**Germyl on a diene: which carbons feel it?**

Cyclopentadiene has a mirror plane that runs through its CH₂ carbon and the middle of the opposite C–C bond. The four sp² carbons therefore form two pairs, and the members of a pair have exactly the same shift. Replace one hydrogen on a double bond by GeH₃ and the mirror is gone. Any difference that now appears within a former pair is the work of the germyl group, whether it acts through the electrons or through small changes of the ring's shape.

PySCF 2.14.0 and tblite 0.8.0: GIAO shifts of 1-germylcyclopenta-1,3-diene (C5H8Ge) relative to TMS at the same level, PBE0/pcSseg-1 on GFN2-xTB geometries, without solvent. Averaged shifts are Boltzmann-weighted at 298.15 K over the conformers kept. Each hydrogen has the number of the atom that carries it.

```csv
atom,nucleus,count,shift in conformer 1 (ppm),averaged shift (ppm)
2,13C,1,145.10,145.10
3,13C,1,152.30,152.30
4,13C,1,140.30,140.30
5,13C,1,148.80,148.80
6,13C,1,50.90,50.90
1,1H,3,3.98,3.98
3,1H,1,7.20,7.20
4,1H,1,6.87,6.87
5,1H,1,7.08,7.08
6,1H,2,3.17,3.17
```

Atom 2 is the carbon that carries germanium, atoms 3, 4 and 5 follow along the diene, and atom 6 is the CH₂ carbon. I write C2 to C6 for them, and H3 for the hydrogen on C3. Atom 1 is germanium, so its hydrogens are those of GeH₃. The calculation kept a single conformer, which is why the two shift columns agree.

**What symmetry settles**

The former pairs are C3 with C4 and C2 with C5. C3 now lies 12.0 ppm above C4, and C5 lies 3.7 ppm above C2. Both gaps would be zero in the parent ring, so both measure the effect of GeH₃, with no need for a calculation on the parent. What they leave open is how far each single carbon has moved.

This use of differences also avoids a weakness of the absolute values. The shifts are unscaled PBE0 results and probably several ppm too high: the olefinic carbons of the parent are measured at roughly 130 ppm. An error common to both members of a pair drops out of their difference.

The order along the chain is the puzzle. An influence that merely faded with distance from germanium would treat C4 and C5 much alike, since each is three bonds away. If the two start from nearly the same shift in the parent, as measured spectra suggest, they should then stay close. Yet C5 lies 8.5 ppm above C4. The shifts alternate instead: C2 low, C3 high, C4 low, C5 high.

**Why the effect alternates**

Alternation is the usual signature of a substituent that acts on a conjugated π system. GeH₃ has empty antibonding Ge–H orbitals, and one of them has the right symmetry to overlap with the π orbital on C2. Silyl and germyl groups are known to act as weak π acceptors in this way. That the same happens here is an argument from theory; the shifts agree with it but do not prove it.

Pushing electron pairs on paper shows where the density is lost. If the C2=C3 pair moves towards germanium, C3 is left positive. If the C4=C5 pair then moves in to fill the gap at C3, the positive charge appears at C5. No such step puts it on C4. A carbon that has lost π density holds its remaining electrons more tightly and is usually less shielded, so its shift rises.

**The Hückel estimate**

The same idea can be put into numbers with the four π orbitals of butadiene. An empty orbital high in energy, coupled to C2, acts on the occupied π orbitals as if the level of C2 had been lowered a little. This lowering mixes each occupied orbital with each empty one. At a given carbon, the change of density is a sum over these pairs: the product of the two orbitals' coefficients there and at C2, divided by the energy gap.

At C3 all the pairs contribute with the same sign, so the loss is large. At C4 they nearly cancel, and at C5 they cancel only in part. In electrons per unit of lowering (the unit being the Hückel coupling β), the losses are 0.40 at C3, 0.27 at C5 and −0.04 at C4. The negative sign means a slight gain.

The strength of the germyl group is unknown, so I let C3 and C4 set the scale and ask the model for C5. On the scale of π loss, C5 lies (0.27 + 0.04)/(0.40 + 0.04) = 0.70 of the way from C4 to C3. Its shift should then be 140.3 + 0.70 × 12.0 = 148.7 ppm. The table has 148.8 ppm, a value that played no part in setting the scale.

Agreement this close is partly luck. The step from C3 and C4 to C5 assumes that the two kinds of olefinic carbon have nearly the same shift in the parent. They do so in measured spectra, to within about 1 ppm, but at this level of theory the assumption is untested. The estimate also puts the whole gap between C3 and C4 down to π loss, although C3 is one bond nearer to germanium and may feel it in other ways too. What the model supports is the order, with C5 between C4 and C3, rather than the exact value.

**The hydrogens as a second reading**

The hydrogens on the diene follow their carbons: H3 is highest, then H5, then H4. With H3 and H4 setting the scale, the same fraction of 0.70 puts H5 at 7.10 ppm, against 7.08 ppm in the table. This estimate takes the two kinds of olefinic hydrogen to be alike in the parent, where measured spectra show a difference of roughly a tenth of a ppm. That is about as large as the gap between H3 and H5, so the close match is partly luck here too, and the order of these two is not secure. With that reserve, one pattern of π loss fits the order 3, 5, 4 for both nuclei.

The two nuclei agree less well on the amount of charge. A rough rule gives 160 ppm per π electron for carbon and 10 ppm for the attached hydrogen. The gap between C3 and C4 then means a charge difference of about 0.08 electrons, and the gap between H3 and H4 about 0.03. Both say that only some hundredths of an electron are involved. The factor of two between them is a reminder that π charge is not the only thing a shift responds to.

**C2, where the simple picture fails**

The model makes a plain statement about C2: the carbon whose level is lowered gains π density, more than any other, and should have the lowest shift of the four. On the scale set by C3 and C4 it should come at about 125 ppm. The table has 145.1 ppm, above C4 and some 20 ppm above the estimate. No adjustment of the germyl group's strength repairs this, because the model always places C2 below C4 when C3 is above it.

C2 differs from the other three in having a bond to germanium in place of a bond to hydrogen. The model treats only the π electrons and knows nothing of that bond. A likely cause of the high shift is that the C–Ge bonding orbital lies higher in energy than a C–H one. A magnetic field then mixes it more easily with the empty π* orbitals, and such mixing lowers the shielding of the carbon where it takes place. This remains a guess, and the calculation leaves out spin-orbit coupling, which acts most directly on atoms bound to germanium.

If this reading is right, the modest gap between C5 and C2 is misleading. It does not show that the germyl group leaves this pair almost alone. It is what remains when a π effect that pulls the two carbons apart meets a local effect at C2 that brings them together again.

**The signals off the diene**

C6 lies about 96 ppm below the mean of the four sp² carbons, a gap far larger than anything the germyl group does within the diene. The reason is the standard one. At an sp² carbon, a magnetic field can mix the bonding orbitals in the ring plane with a low-lying π* orbital, and this strongly reduces the shielding. An sp³ carbon has no π* orbital of its own, and its empty orbitals lie much higher. The hydrogens on C6 also come well below those on the diene, but by only about 4 ppm, since a hydrogen has no p electrons in its valence shell to carry such currents.

The GeH₃ hydrogens break a different expectation. Germanium is more electropositive than carbon, so its hydrogens should be richer in electrons and better shielded than those of CH₂. They come 0.8 ppm higher instead, in a calculation that lacks the spin-orbit coupling which could shift hydrogens on germanium. Charge may help to explain the order among the diene hydrogens, which sit in similar bonds, but it is a poor guide between hydrogens bound to different elements.

**Using the pattern**

For a substituent that accepts π density at the end of a diene, the pairs pushed on paper name the carbons that move up: the next one along and the far end. The carbon that bears the substituent has to be judged separately. The gaps of 3.5 to 4.8 ppm between neighbouring signals are no larger than common errors of unscaled shifts, so this order alone should not decide an assignment. A real sample also consists mainly of the isomer with germanium on the sp³ carbon, and the germyl group migrates around the ring.

The output below gives the π losses and the predictions for C5, H5 and C2. What remains open is the high shift of C2. The parent ring at the same level would show how far C2 has really moved, and a calculation with spin-orbit coupling would show how much of that movement survives.

Printed output of the fit:

```
C3 less C4, zero by symmetry in the parent (ppm): 12
C5 less C2, zero by symmetry in the parent (ppm): 3.7
C5 less C4, both three bonds from Ge (ppm): 8.5
H3 less H4, zero by symmetry in the parent (ppm): 0.33
Hückel pi density lost at C2 (electrons per unit lowering in beta): -0.6261
Hückel pi density lost at C3 (same unit): 0.4025
Hückel pi density lost at C4 (same unit): -0.04472
Hückel pi density lost at C5 (same unit): 0.2683
C5 predicted from C3 and C4 (ppm): 148.7
C5 in the table less predicted (ppm): 0.1
C2 predicted from C3 and C4 (ppm): 124.7
C2 in the table less predicted (ppm): 20.4
H5 predicted from H3 and H4 (ppm): 7.101
H5 in the table less predicted (ppm): -0.021
mean of the four sp2 carbons less C6 (ppm): 95.72
mean of H3, H4, H5 less CH2 hydrogens (ppm): 3.88
GeH3 hydrogens less CH2 hydrogens (ppm): 0.81
pi charge difference C3 to C4 from carbon shifts, rough 160 ppm per electron (electrons): 0.075
pi charge difference C3 to C4 from hydrogen shifts, rough 10 ppm per electron (electrons): 0.033
```
